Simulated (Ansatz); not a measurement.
## Swapping H for SiH3 on Sn: the HOMO–LUMO gap

On one Sn centre, n of the H ligands are replaced by SiH3. The HOMO–LUMO gap y in eV at wB97X-V/def2-TZVPP. Shapes, held fixed at every level: PBE0-D4/def2-TZVP. Programs: Ansatz 0.2.0.

| molecule | n | y (eV) |
| --- | --- | --- |
| SnH4 | 0 | 14.02 |
| SiH3(SnH3) | 1 | ? |
| SnH2(SiH3)2 | 2 | 11.29 |
| Sn(SiH3)4 | 4 | 11.19 |

Problem. Fit y = c + s·n to the known rows and predict SiH3(SnH3).

Solution. 
1. Means of the 3 rows: n = 2.00000, y = 12.167.
2. Σ(Δn)² = 8, Σ(Δn·Δy) = -5.66, so the slope is -5.66/8 = -0.7075.
3. Intercept: 12.167 − (-0.7075) × 2.00000 = 13.582. The largest residual of the fit is 0.88.
4. SiH3(SnH3): 13.582 + (-0.7075) × 1 = 12.87 eV.

The run gave 11.95 eV, so the prediction is off by +0.92 eV, about the scatter of the fit. The step per swap changes from -2.07 to -0.05 eV along the series, so a line misses the bend. Other levels give for SiH3(SnH3): r2SCAN-D4/def2-TZVPP 6.73; B3LYP-D4/def2-TZVPP 7.46; r2SCAN0-D4/def2-TZVPP 8.35 eV. Orbital gaps aren't excitation energies, and the LUMO depends on the basis. For atoms past krypton def2 sets carry core potentials with scalar relativity.

The gap falls at every step of the series, but most of the drop comes with the first silyl group, and Sn(SiH3)4 lies barely below SnH2(SiH3)2. The first swap replaces a Sn–H bond with a Sn–Si bond, whose σ level lies higher and whose σ* level probably lies lower, so the frontier orbitals change character. A second Sn–Si bond can mix with the first through the shared tin atom, pushing their out-of-phase combination up. In a simple model of equivalent, equally coupled bonds, further ones add more levels at that same upper energy instead of raising it, which suggests why the gap levels off. The fitted slope is therefore an average over two regimes, not a constant effect per ligand.

For SiH3(SnH3), the spread from 6.73 to 11.95 eV exceeds the whole substitution effect, probably because the functionals differ in the amount and range of exact exchange. With only this molecule given at the other levels, the data don't show whether the levelling-off survives a change of functional.
